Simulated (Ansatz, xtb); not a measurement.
C3H5F3Si: which of two isomers lies lower

Structure X is `FC(F)(F)/C=C\[SiH3]`, a singlet and structure Y is `FC(F)(F)/C=C/[SiH3]`, a singlet. Both are isolated molecules in the gas phase, relaxed with B3LYP/def2-SVP.

Question: Estimate E(Y) − E(X) at the level CCSD(T)/def2-SVP + ΔMP2/def2-TZVPP.

Answer: Calculated at CCSD(T)/def2-SVP + ΔMP2/def2-TZVPP: E(Y) − E(X) = −7.38 kJ/mol, so structure Y lies lower.

The same difference at several levels:

| level | geometry | E(Y) − E(X) (kJ/mol) | departure from the last row (kJ/mol) | job, with rough time for the two |
| --- | --- | --- | --- | --- |
| GFN2-xTB | GFN2-xTB | −2.30 | +5.08 | optimisation, 0.39 s |
| HF/STO-3G | GFN2-xTB | −9.00 | −1.62 | single point, 1.7 s |
| r2SCAN-D4/def2-SVP | GFN2-xTB | −4.40 | +2.98 | single point, 10 s |
| B3LYP/def2-SVP | B3LYP/def2-SVP | −6.30 | +1.09 | optimisation, 1.7 min |
| HF/def2-SVP | B3LYP/def2-SVP | −9.08 | −1.70 | part of the CCSD(T) run |
| MP2/def2-SVP | B3LYP/def2-SVP | −6.49 | +0.90 | part of the CCSD(T) run |
| CCSD(T)/def2-SVP | B3LYP/def2-SVP | −5.83 | +1.55 | single point |
| CCSD(T)/def2-SVP + ΔMP2/def2-TZVPP | B3LYP/def2-SVP | −7.38 |  | single point, 3.2 min |

As drawn, both hold the same kinds of bond in the same numbers.

The levels shown agree on the order. The largest departure from CCSD(T)/def2-SVP + ΔMP2/def2-TZVPP is that of GFN2-xTB, 5.08 kJ/mol. A small imaginary or near-zero mode remains, so no thermal terms are given. The last row adds to CCSD(T) the change of the MP2 difference between the two basis sets, here −1.55 kJ/mol.

The correlated steps freeze 11 core orbitals. Programs: Ansatz 0.2.0, xtb 6.7.1; the last row on 2 threads of AMD EPYC (Zen 3) on a shared host.

The trans isomer, Y, lies below the cis isomer, X, at every level, with a best estimate of −7.38 kJ/mol. The likely main reason is crowding: in the cis form CF3 and SiH3 sit on the same side of a rigid double bond, whereas the trans form keeps them apart. The long Si–C bond should soften this repulsion, and attraction between the negatively charged fluorines and the positively charged silicon may offset part of it, which would fit the modest size of the gap.

Electron correlation works in favour of the cis form. The trans preference falls from −9.08 kJ/mol in Hartree–Fock to −5.83 kJ/mol in CCSD(T) with the same basis and geometries, as expected if dispersion between the neighbouring groups stabilises the more compact isomer. Enlarging the basis restores part of the preference, probably in part because the small basis favours the cis form through intramolecular superposition error. The total energies support the ordering, but they do not separate steric repulsion from electrostatic attraction.
